**Appendix: the first-order assumption in the spin–orbit correction of S($^3P$)**

A spin-free calculation (nonrelativistic or scalar-relativistic) gives the energy $E^{(0)}$ of an $LS$ term, while thermochemistry at 0 K refers to the lowest level. Their difference $\Lambda=E^{(0)}-E_{J_0}>0$ is subtracted once per atom from the spin-free atomisation energy. Below, $E_J$ is counted from the ground level, energies are in cm$^{-1}$, and angular momenta are in units of $\hbar$.

**Where the assumption enters.** Let $P$ project on the $g=(2L+1)(2S+1)$ states of the term. To first order the levels are $E^{(0)}$ plus the eigenvalues of $PH_{\rm SO}P=A\,\mathbf L\cdot\mathbf S$, namely $\tfrac A2[J(J+1)-L(L+1)-S(S+1)]$. This operator is traceless, so the weighted mean of the levels equals $E^{(0)}$ and

$$\Lambda\approx\bar E=\frac{\sum_J(2J+1)E_J}{\sum_J(2J+1)} .$$

The Landé formula then gives $AS(L+1)$ for a regular multiplet with $L\ge S$ and $|A|LS$ for an inverted one. The spin–spin interaction, a scalar product of rank-2 tensors in $\mathbf L$ and $\mathbf S$, is also traceless within the term. It breaks the interval rule but leaves $\bar E$ valid. The step that can fail is the restriction to $PH_{\rm SO}P$, which ignores coupling to other terms.

**Second order.** With $P_n$ the projector on term $n$ at spin-free distance $\Delta_n$, the effective Hamiltonian gains $-\sum_n PH_{\rm SO}P_nH_{\rm SO}P/\Delta_n$. For a ground term all $\Delta_n>0$, and this trace is negative. The centroid therefore lies below $E^{(0)}$:

$$\Lambda=\bar E+\delta,\qquad \delta=\frac1g\sum_n\frac{\operatorname{Tr}(PH_{\rm SO}P_nH_{\rm SO})}{\Delta_n}\ge0 .$$

**Matrix elements for $3p^4$.** Take $H_{\rm SO}=\zeta\sum_i\mathbf l_i\cdot\mathbf s_i$ with $\zeta>0$. The configuration is equivalent to two $p$ holes with $-\zeta$. For a $p$ particle $\mathbf l\cdot\mathbf s=\tfrac12$ ($j=\tfrac32$) or $-1$ ($j=\tfrac12$). The eigenvalues of $H_{\rm SO}$ are thus $-\zeta$ for holes $(\tfrac32,\tfrac32)$ with $J=0,2$, $+\zeta/2$ for $(\tfrac32,\tfrac12)$ with $J=1,2$, and $+2\zeta$ for $(\tfrac12,\tfrac12)$ with $J=0$. In the $LS$ basis the diagonal element of a singlet vanishes, so the trace and determinant of each $J$ block fix the rest.

- $J=2$ ($^3P_2$, $^1D_2$): eigenvalues $-\zeta$, $\zeta/2$; diagonal element $-\zeta/2$; $|V_D|^2=\zeta^2/2$.
- $J=1$ ($^3P_1$ alone): $+\zeta/2$, unmixed.
- $J=0$ ($^3P_0$, $^1S_0$): eigenvalues $-\zeta$, $2\zeta$; diagonal element $+\zeta$; $|V_S|^2=2\zeta^2$.

The diagonal elements follow the Landé formula with $A=-\zeta/2$, so $|A|LS=\zeta/2$. Let $\Delta_D$ and $\Delta_S$ be the spin-free distances of $^1D$ and $^1S$ from $^3P$. Relative to $E^{(0)}$ the levels are, to second order,

$$\epsilon_2=-\frac\zeta2-\frac{\zeta^2}{2\Delta_D},\qquad \epsilon_1=\frac\zeta2,\qquad \epsilon_0=\zeta-\frac{2\zeta^2}{\Delta_S}.$$

Their mean with weights 5, 3, 1 is $-\delta$, where

$$\delta=\zeta^2\left(\frac{5}{18\,\Delta_D}+\frac{2}{9\,\Delta_S}\right).$$

At third order each denominator takes up the diagonal element of its triplet level, becoming $\Delta_D+\zeta/2$ and $\Delta_S-\zeta$. This changes $\delta$ by $-\zeta^3\,[5/(36\Delta_D^2)-2/(9\Delta_S^2)]$.

**Size for sulfur.** As approximate inputs take $E_1\approx396$, $E_0\approx574$, $E(^1D_2)\approx9239$ and $E(^1S_0)\approx22180$. Then $\bar E=(3\cdot396+574)/9=195.8$ cm$^{-1}$, or 2.34 kJ mol$^{-1}$ (0.560 kcal mol$^{-1}$). The intervals 396 and 178 stand in the ratio 2.22 instead of the Landé value 2, and $|A|LS$ would be 198 from the first and 178 from the second.

Counting the singlets from the centroid gives $\Delta_D\approx9043$ and $\Delta_S\approx21984$; the second-order shifts ignored in this step alter either value by less than 0.2 %. The constant $\zeta$ can be fitted to either interval:

$$\zeta+\frac{\zeta^2}{2\Delta_D}=396\ \Rightarrow\ \zeta=388,\qquad \frac\zeta2-\frac{2\zeta^2}{\Delta_S}=178\ \Rightarrow\ \zeta=383 .$$

The spread indicates how far one parameter falls short, since spin–spin and spin–other-orbit terms are not treated separately. With $\zeta=388$, $^3P_2$ is pushed down by 8.3 and $^3P_0$ by 13.7, so $\delta=(5\cdot8.3+13.7)/9=6.1$; with $\zeta=383$, $\delta=6.0$. The third-order term is $-0.07$, comparable with this spread. Hence

$$\delta\approx6\ \text{cm}^{-1}\approx0.07\ \text{kJ mol}^{-1}\approx0.017\ \text{kcal mol}^{-1},$$

about 3 % of $\bar E$, and $\Lambda$ rises from 196 to 202 cm$^{-1}$. The form $\bar E+\delta$ is more stable than the direct expression $\Lambda=-\epsilon_2$, which gives 202.3 or 199.6 for the two fits. The centroid removes every first-order term without a model, and $\zeta$ enters only the small remainder.

Taken alone, $\delta$ lowers an atomisation energy by a further 0.07 kJ mol$^{-1}$ per sulfur atom. It raises an enthalpy of formation derived from that atomisation energy by the same amount.

**Terms of the same order.** Two omitted contributions rival $\delta$. The first is coupling to other configurations. For a $p$ electron $(\mathbf l\cdot\mathbf s)^2=\tfrac12(1-\mathbf l\cdot\mathbf s)$, so excitations between $p$ shells give a $J$-independent lowering. For $2p\to3p$ excitation into the two holes, with one common denominator $\Delta_{2p}$, it is $2\cdot\tfrac12\,\zeta_{2p,3p}^2/\Delta_{2p}$. For a positive radial function $\xi(r)$ in $\xi(r)\,\mathbf l\cdot\mathbf s$, the Cauchy–Schwarz inequality gives $\zeta_{2p,3p}^2\le\zeta_{2p}\zeta$. Approximate values $\zeta_{2p}\approx0.8$ eV and $\Delta_{2p}\approx160$ eV bound this piece by about 2 cm$^{-1}$. Excitations $3p\to np$ add terms of the same kind. Such terms follow the $p$-shell populations and exist in the molecule too, so only their change on bonding enters the atomisation energy.

The second is the molecule's own second-order lowering. A closed-shell singlet has no first-order spin–orbit energy, but it couples to triplets. For a typical excitation energy of 40000 cm$^{-1}$ the scale is $\zeta^2/\Delta\approx4$ cm$^{-1}$ per sulfur atom, times an angular and orbital factor of order one. This lowering raises the atomisation energy and so offsets part of $\delta$. The value 6 cm$^{-1}$ is therefore the intraconfigurational correction to the atomic centroid rule, and it belongs in an atomisation energy only together with the second-order spin–orbit energy of the molecule.